Problem: static approximation for a Mn impurity in Cu in the atomic limit

Dilute Cu–Mn is the alloy used as a seed layer in copper wiring. Model one 3d orbital of an isolated Mn atom in solid Cu at 1200 K as a half-filled Hubbard atom,

H = U n↑n↓ − (U/2)(n↑ + n↓), m = n↑ − n↓.

Data (typical or illustrative inputs): effective repulsion U = 4.0 eV; hybridisation half-width Δ = πV²ρ = 0.30 eV, with ρ the flat, wide host density of states per spin (neglected until part e); g = 2. In formulas T stands for k_B T in eV.

(a) Write Z as an integral over one static field φ coupled to m and show that it is exact. Find ⟨m²⟩, the free energy and the susceptibility.
(b) Find when the field distribution P(φ) has two peaks and describe it at 1200 K.
(c) Repeat for the two-field (spin and charge) decoupling.
(d) Compare the schemes at the formal temperature T = U/4, and test the one-electron spectrum at 1200 K.
(e) Estimate what the hybridisation changes and judge the model for Mn in Cu.

Solution

At 1200 K, T = 0.10341 eV, U/2T = 19.34 and U/4T = 9.67. All results are the model's; a third or later figure serves only to check the arithmetic.

(a) One-field scheme

Since nσ² = nσ, m² = n↑ + n↓ − 2n↑n↓, so H = −(U/2)m². The empty and doubly occupied states lie at 0, the two spin states at −U/2. The Hubbard–Stratonovich identity for a number m is

exp(Um²/2T) = (2πUT)^(−1/2) ∫dφ exp(−φ²/2UT + φm/T).

In general the field depends on imaginary time τ and couples through ∫φ(τ)m(τ)dτ. Here [m, H] = 0, so inside the trace m is constant in τ, only the zero-frequency component of φ couples, and the static approximation loses nothing. An electron of spin σ = ±1 sees a level at −σφ, and Tr exp(φm/T) = (1 + e^(φ/T))(1 + e^(−φ/T)). Hence

Z = (2πUT)^(−1/2) ∫dφ exp(−φ²/2UT) [2cosh(φ/2T)]².

With [2cosh(φ/2T)]² = 2 + e^(φ/T) + e^(−φ/T), the three Gaussian integrals give Z = 2 + 2exp(U/2T), the direct sum over four states. The prefactor depends on U and T and must be kept when Z is differentiated. Then

⟨m²⟩ = 2T ∂lnZ/∂U = 1/(1 + exp(−U/2T)),

which rises smoothly from 1/2 at T ≫ U to 1 at T ≪ U.

Numbers: 1 − ⟨m²⟩ = 1/(1 + e^19.34) = 4.0×10⁻⁹. The free energy is −T lnZ = −U/2 − T ln2 − T ln(1 + e^(−U/2T)) = −2.0 eV − 0.0717 eV = −2.0717 eV, the last term being negligible.

A Zeeman energy b = μ_B B adds to φ inside the cosh and gives Z = 2 + 2exp(U/2T)cosh(b/T), again exact. Thus χ = μ_B²⟨m²⟩/T. Per mole of Mn, the Curie constant N_A μ_B²/k_B is 0.375 emu K/mol, so χ = 3.13×10⁻⁴ emu/mol, and μ_eff = (3Tχ)^(1/2) = √3 μ_B ⟨m²⟩^(1/2) = 1.73 μ_B per atom.

(b) Shape of P(φ)

Write P(φ) ∝ exp(−F₁/T) with

F₁(φ) = φ²/2U − 2T ln[2cosh(φ/2T)].

Stationary points obey φ = U tanh(φ/2T), and F₁″(0) = 1/U − 1/2T. The origin turns from a minimum into a maximum of F₁ at T = U/2, where the two non-zero roots grow continuously from zero. So P has two peaks for T < U/2 = 2.0 eV, which is 2.32×10⁴ K.

Completing the squares shows that P is a sum of Gaussians of variance UT, centred at φ = 0 with weight 1 − ⟨m²⟩ and at φ = ±U with weight ⟨m²⟩/2 each. Therefore ⟨φ²⟩ = UT + U²⟨m²⟩.

At 1200 K the peaks lie at ±4.00 eV with standard deviation (UT)^(1/2) = 0.643 eV. The barrier is F₁(0) − F₁(U) = U/2 − 2T ln2 = 2.0 eV − 0.143 eV = 1.857 eV, so P(0)/P(U) = 1.6×10⁻⁸.

(c) Two-field scheme

With n = n↑ + n↓, n↑n↓ = (n² − m²)/4, so

H = −U/4 + (U/4)(n − 1)² − (U/4)m².

The spin term is decoupled by a real field ξ with weight exp(−ξ²/UT + ξm/T), the charge term by a field η with weight exp(−η²/UT + iη(n − 1)/T). Usual practice fixes η at its saddle point, η = 0 by particle–hole symmetry, which amounts to dropping the (n − 1)² term:

F₂(ξ) = ξ²/U − 2T ln[2cosh(ξ/2T)], F₂″(0) = 2/U − 1/2T.

Two peaks appear for T < U/4 = 1.0 eV, or 1.16×10⁴ K. The condition ξ = (U/2)tanh(ξ/2T) is the Hartree–Fock equation of the atom, m = tanh(Um/4T), with ξ = Um/2. Integration over ξ gives Z₂ = exp(U/4T)[2 + 2exp(U/4T)] and ⟨m²⟩₂ = 1/(1 + exp(−U/4T)). This is not exact: the empty and doubly occupied states sit at −U/4 in place of 0, which halves the activation energy.

At 1200 K, 1 − ⟨m²⟩₂ = 6.3×10⁻⁵, too large by a factor 1.6×10⁴, while the free energy is too low by only T ln(1 + e^(−U/4T)) ≈ 6.5×10⁻⁶ eV. The peaks lie at ±2.00 eV, with standard deviation (UT/2)^(1/2) = 0.455 eV and barrier U/4 − 2T ln2 = 0.857 eV.

If η is integrated, the states with n − 1 = ±1 acquire the factor exp(−U/4T), Z is exact again, and

P₃(ξ) ∝ exp(−ξ²/UT)[exp(−U/4T) + cosh(ξ/T)].

Its curvature at the origin vanishes when 2T/U = 1/(1 + exp(−U/4T)), with root T = 0.338 U = 1.35 eV, or 1.57×10⁴ K. Two exact representations of one Z thus split at 0.5 U and at 0.338 U. The splitting temperature is a property of the decoupling and marks no transition; at T = U/2, ⟨m²⟩ passes smoothly through 1/(1 + e⁻¹) = 0.731.

(d) Comparison

At T = U/4 = 1.0 eV, a formal value at which no solid host exists, the exact ⟨m²⟩ = 1/(1 + e⁻²) = 0.881, whereas ⟨m²⟩₂ = 1/(1 + e⁻¹) = 0.731. The one-field peaks follow from y = tanh(2y), y = φ/U = 0.9575, so φ = ±3.83 eV, and P(0)/P(peak) = 0.52. The saddle-point scheme is just at its threshold and has one flat peak.

Exactness covers quantities that commute with m, and the Green function is not among them. The exact result is G(iω) = ½[1/(iω − U/2) + 1/(iω + U/2)], two sharp poles at ±2.0 eV with second moment U²/4 = 4.00 eV². The static approximation gives G_σ(iω) = ∫dφ P(φ)/(iω + σφ), so the spectral function is P itself. At 1200 K the one-field spectrum peaks at ±U, with second moment 0.414 eV² + 16.00 eV² = 16.41 eV², and the gap is doubled. The operator c† changes m during the interval between the two times of G, so the finite-frequency components of φ couple and cannot be dropped. The saddle-point two-field spectrum peaks at the correct ±U/2, with second moment UT/2 + U²⟨m²⟩₂/4 = 4.21 eV², but has a spurious thermal width. In the atomic limit the one-field scheme has the exact thermodynamics and misplaced peaks; the saddle-point scheme has well-placed peaks at low T and the wrong activation energy.

(e) Hybridisation and the real impurity

With V ≠ 0 (Anderson model) m is no longer conserved, and the static approximation ceases to be exact. To second order in V and for T ≪ U, the spin-up state mixes with the empty state (its electron hops to a host level ε above the Fermi level) and with the doubly occupied state (a spin-down electron hops in from ε below it). Each channel costs U/2 + ε and has weight

(Δ/π) ∫₀^∞ dε/(ε + U/2)² = 2Δ/πU.

Together, 1 − ⟨m²⟩ ≈ 4Δ/πU = 0.095. This exceeds the thermal value 4.0×10⁻⁹ by seven orders of magnitude; moreover Δ/T = 2.9, so 1200 K is not hot on the scale of the level width. The atomic value of 1 − ⟨m²⟩ therefore says nothing about the alloy. What survives is that the moment is formed: U/πΔ = 4.2 lies well above the Hartree–Fock threshold of 1 for a local moment, and ⟨m²⟩ ≈ 0.9. The susceptibility changes more than ⟨m²⟩. For a flat, wide band the impurity susceptibility is the response to a field acting on the impurity alone. A Zeeman energy b raises the cost of both channels of the spin-up state to U/2 + ε + b, so the second-order energy −(2Δ/π)∫₀^∞ dε/(ε + U/2 + b) changes by +(4Δ/πU)b. The moment of the doublet is μ_B(1 − 4Δ/πU), and the Curie law squares it: Tχ falls by the fraction 8Δ/πU = 0.19, which gives χ ≈ 2.5×10⁻⁴ emu/mol. This fraction is the dimensionless exchange coupling between the impurity spin and the host electrons, and its higher orders carry powers of ln T. The standard results for the symmetric Anderson model are T_K ≈ (UΔ/2)^(1/2) exp(−πU/8Δ) and, summing the leading logarithms for T ≫ T_K, Tχ/μ_B² ≈ 1 − 1/ln(T/T_K). Here T_K = 4.1×10⁻³ eV, or 48 K; other common definitions of T_K lower this to about 20 K. At 1200 K, T/T_K lies between 25 and 60, so Tχ/μ_B² lies between 0.69 and 0.76, μ_eff between 1.4 and 1.5 μ_B, and χ between 2.2×10⁻⁴ and 2.4×10⁻⁴ emu/mol. The model's susceptibility with hybridisation is 2×10⁻⁴ emu/mol to one figure.

The larger shortcoming is the single orbital. Mn in Cu typically shows an effective moment of about 5 μ_B, because Hund's coupling aligns the spins in the five d orbitals. The model's atomic-limit 1.73 μ_B is low by a factor of about 3, and its Curie susceptibility by a factor of about 8; with hybridisation the susceptibility is low by a factor of 11 to 12. The Kondo temperature of Mn in Cu is typically of order 0.01 K, more than three orders of magnitude below the model's, so the model also overstates the logarithmic reduction of the moment.